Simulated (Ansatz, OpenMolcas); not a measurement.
## A ladder of methods for CH3BF3Ge+ (SMILES [CH3][Ge+]([F])[B](F)F)

The species is CH3BF3Ge+ (9 atoms), meant as a singlet with charge +1. As SMILES, `[CH3][Ge+]([F])[B](F)F`. Geometry: a GFN2-xTB relaxation, a rough one for these elements and not checked as a minimum.

```xyz
9

C    -1.8276   -0.2326   -0.0197
Ge    0.1280    0.2024   -0.0006
F     0.1652    1.9312   -0.0201
B     2.3031   -0.2807    0.0292
F     3.0840    0.7247    0.0871
F     2.6766   -1.5006   -0.0127
H    -2.0033   -1.3089   -0.0750
H    -2.2639    0.2806   -0.8851
H    -2.2622    0.1840    0.8971
```

Each level gives the energy change with the C1–H8 bond stretched from 1.097 to 1.974 Å (eV). The values are calculated.

```csv
level,kind,program,value (eV),CPU time (all runs)
M06-L/def2-SVP (restricted),meta-GGA,OpenMolcas,3.50,2.2 min
r2SCAN/def2-SVP (restricted),meta-GGA,OpenMolcas,3.42,2.2 min
B3LYP/def2-SVP (restricted),global hybrid,OpenMolcas,3.41,1.7 min
BHLYP/def2-SVP (restricted),global hybrid,OpenMolcas,3.74,88 s
M06-2X/def2-SVP (restricted),hybrid meta-GGA,OpenMolcas,3.58,1.8 min
PBE0/def2-SVP (restricted),global hybrid,OpenMolcas,3.53,1.9 min
MP2/def2-SVP (restricted),perturbation theory,OpenMolcas,3.61,41 s
CCSD/def2-SVP (restricted),coupled cluster or CI,Ansatz,3.44,1.7 min
```

All-electron rows without a relativistic Hamiltonian named are non-relativistic. The first shape isn't each level's own minimum. The values span 3.41 to 3.74 eV. In the correlated wave-function rows the outer d shell of Ge is correlated, in sets not made for it. Times are those of the runs behind each value, whatever else they computed, on shared processors of several kinds: orders of magnitude only.

Stretching this C–H bond costs a similar amount at every level, with B3LYP lowest at 3.41 eV and BHLYP highest at 3.74 eV. As the bond lengthens, its σ and σ* orbitals approach each other in energy, and a single closed-shell determinant keeps too much ionic character. Left-right correlation must correct this. Semilocal exchange mimics part of that correlation, whereas a large share of exact exchange removes it, which probably explains the rise from B3LYP through PBE0 to BHLYP. Exact exchange alone doesn't order the functionals, however: M06-L, which has none, lies above B3LYP, and M06-2X lies below BHLYP.

MP2 gives 3.61 eV against 3.44 eV for CCSD, which suggests that second-order theory recovers too little of the extra pair correlation in the stretched bond. The closeness of r2SCAN and B3LYP to CCSD may owe something to error cancellation, since connected triples would probably lower the coupled-cluster value further. These energies describe a partial stretch and aren't bond dissociation energies.
